Charge-control storage time of a thin Si p-i-n diode: the assumption Q(ts) = 0

Where the assumption enters

A p+-i-n+ diode of area A has its i layer on 0 ≤ x ≤ W, with the p+ edge at x = 0. It carries IF until t = 0, then a constant reverse current of magnitude IR. Assume high injection with quasi-neutrality (n = p), a constant lifetime τ and no recombination in the emitters. Then

∂p/∂t = Da ∂²p/∂x² − p/τ, Da = 2DnDp/(Dn + Dp).

For current I (forward positive), holes alone carry it at x = 0 and electrons alone at x = W. Eliminating the field gives p′(0) = −I/(2qADp) and p′(W) = I/(2qADn). Integrating over x, with Q = qA∫p dx, gives dQ/dt = I − Q/τ, so

Q(t) = τ[(IF + IR) exp(−t/τ) − IR].

No profile was assumed so far. The assumption is the stopping rule Q = 0, which gives ts0 = τ ln(1 + IF/IR). Storage really ends when p first reaches zero at one edge and a depletion region opens, with Q still positive. Since Q(t) falls monotonically, ts0 is an upper bound, for a long diode too.

First correction

With L = √(Daτ), the steady profile is p = (I/qA) S(x),

S(x) = (L/2)[cosh((W − x)/L)/Dp + cosh(x/L)/Dn]/sinh(W/L).

After switching, p equals −(IR/qA) S(x) plus the free decay of ((IF + IR)/qA) S(x) in modes cos(nπx/W), at rates 1/τ + n²π²Da/W². For t ≫ W²/(π²Da) only the flat mode survives, and S averages to τ/W:

qAW p(0,t) = τ[(IF + IR) exp(−t/τ) − g IR],

g = W S(0)/τ = w(b coth w + 1/sinh w)/(b + 1), w = W/L, b = Dn/Dp.

For b > 1, S(0) > S(W), so the p+ edge empties first. Setting p(0,ts) = 0 gives ts = ts0 − τ ln g. For small w, g ≈ 1 + w²(2b − 1)/[6(b + 1)], hence

ts ≈ ts0 − tr, tr = W²(2b − 1)/(12 b Dp).

The residual charge is about IR tr, and tr contains neither τ nor IF/IR.

Size in Si at 300 K

Take typical Dn = 36 and Dp = 12 cm²/s, and choose W = 3000 nm, τ = 100 ns, background doping negligible. Then b = 3, Da = 18 cm²/s, w² = 0.050 and W²/(π²Da) = 0.51 ns. The correction is tr = 1.04 ns (unexpanded, τ ln g = 1.03 ns). For IR = IF, ts0 = 69.3 ns is 1.5 % too long; for IR = 10 IF, ts0 = 9.5 ns and tr is 11 % of it.

Two neglected terms, for JF = JR = 10 A/cm²

Neutrality. Near the emptied edge p ≈ JR x/(2qDp). The Debye length √(εkT/(2q²p)) equals x where x³ = ε(kT/q)Dp/JR. With the measured static dielectric constant 11.7 (300 K, as listed by the Ioffe Institute), x ≈ 3 × 10² nm. Draining the density at that x from the whole layer takes Wx/(2Dp) ≈ 0.4 ns, so read tr as about 1 ns.

Emitter recombination. It adds a loss J0(p/ni)² per emitter. With typical J0 = 10⁻¹³ A/cm² and ni = 10¹⁰ cm⁻³, at p = JFτ/(qW) = 2.08 × 10¹⁶ cm⁻³ both emitters together take η = 0.087 of JF. With y = Q/(IFτ), τ dy/dt = −1 − y − ηy², starting from y ≈ 1 − η. To first order ts shortens by ητ[1/2 + ∫₀¹ y²/(1 + y)² dy] = 0.61 ητ ≈ 5 ns, which exceeds tr.